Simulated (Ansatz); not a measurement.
A vibration from a frozen displacement in Rh

All numbers below come from DFT PBEsol, scalar-relativistic, plane waves, PAW (Ansatz). The runs took a 420 eV cutoff, a Γ-centred 12×12×12 mesh and Gaussian smearing (0.15 eV). No spin polarisation. Energies are free energies at this smearing, counted from the undisturbed cell; pressure is positive in compression.

Zero of the scan (as given, not relaxed at this level; it stands at -5.1 GPa):

```
CELL_PARAMETERS angstrom
0.00000 3.80310 -3.80310
3.80310 3.80310 0.00000
3.80310 0.00000 -3.80310
ATOMIC_POSITIONS crystal
Rh 0.50000 0.00000 0.50000
Rh 0.50000 0.50000 0.50000
Rh 0.00000 0.00000 0.50000
Rh 0.00000 0.50000 0.50000
Rh 0.50000 0.00000 0.00000
Rh 0.50000 0.50000 0.00000
Rh 0.00000 0.00000 0.00000
Rh 0.00000 0.50000 0.00000
```

Atom 1 (Rh) is moved by x along the Cartesian unit vector (-0.707, -0.707, 0.000); the cell and all other atoms stay fixed. The cell's volume is 110.01 Å³; the moved atoms weigh 102.906 u together and the others 720.338 u. Some rows repeat others by symmetry and weren't run.

| x (Å) | ΔE (meV/cell) | total force on the moved atoms along the move (eV/Å) | pressure (GPa) |
| --- | --- | --- | --- |
| -0.6000 | 2780.72 | 11.6919 | 9.7452 |
| -0.5000 | 1777.48 | 8.4994 | 4.8446 |
| -0.4000 | 1058.72 | 5.9820 | 1.0717 |
| -0.3000 | 561.93 | 4.0340 | -1.7113 |
| -0.2000 | 238.99 | 2.4769 | -3.6233 |
| -0.1000 | 58.11 | 1.1732 | -4.7402 |
| 0.0000 | 0.00 | 0.0000 | -5.1074 |
| 0.1000 | 58.11 | -1.1732 | -4.7402 |
| 0.2000 | 238.99 | -2.4769 | -3.6233 |
| 0.3000 | 561.93 | -4.0340 | -1.7113 |
| 0.4000 | 1058.72 | -5.9820 | 1.0717 |
| 0.5000 | 1777.48 | -8.4994 | 4.8446 |
| 0.6000 | 2780.72 | -11.6919 | 9.7452 |

Task: What frequency belongs to this motion?

Result: The force constant is k = −dF/dx = 11.732 eV/Å², from the parabola through x = -0.1000, 0 and 0.1000. In every cell the moved atoms swing against the rest, so the mass is μ = m₁m₂/(m₁ + m₂) = 90.042 u, and ν̃ = 521.5 cm⁻¹ × √(|k|/μ) = 188 cm⁻¹, at this cell's pressure of -5.1 GPa. The pattern needn't be a normal mode: ν̃² is then a weighted mean of the squared nonzero frequencies at the zone centre of this cell, so it lies between the lowest and the highest of them.

Task: How far does the harmonic law reach?

Result: At x = -0.600 Å, kx²/2 = 2111.82 meV against the computed 2780.72 meV (+31.7 %): the well stiffens in this direction at large amplitude.

Task: The pressure changes with x². What does that say about the frequency under compression?

Result: With E = k(V)x²/2, k ∝ V^(−2γ) and x scaling with the cell as V^(1/3), P − P0 = −∂E/∂V = (2γ − 2/3) ΔE/V. At x = 0.2000 Å, V(P − P0) = 110.01 × 1.48407 / 160.2 eV = 1019.03 meV and ΔE = 238.99 meV, so γ = 1/3 + V(P − P0)/(2ΔE) = 2.47. This is the Grüneisen parameter of the motion under uniform scaling of the cell: shrinking the cell evenly by 1 % in volume raises the frequency by about 2.47 %.

In a metal these slopes depend on the k mesh and the smearing.

The displaced atom sits in a symmetric, single well that hardens with amplitude. The move runs along a close-packed ⟨110⟩ line of the fcc lattice, straight at one nearest neighbour and away from the opposite one. Inversion symmetry cancels the odd terms of the energy, but the steep repulsion on the shortened side outweighs the softening on the stretched side, leaving a positive even anharmonicity.

The same steepness explains the positive Grüneisen parameter of 2.47: shorter Rh–Rh contacts have greater curvature, as expected for a close-packed metal with strong d bonding. Since the starting cell is under tension, the frequency at the calculated equilibrium volume should lie somewhat above 188 cm⁻¹. The tension itself probably reflects PBEsol's tendency towards slightly short lattice constants in late 4d metals, as the cell is close to the experimental size.

The hardening belongs to this head-on path; a move towards an octahedral hole, where no neighbour is met directly, could show a different anharmonicity.
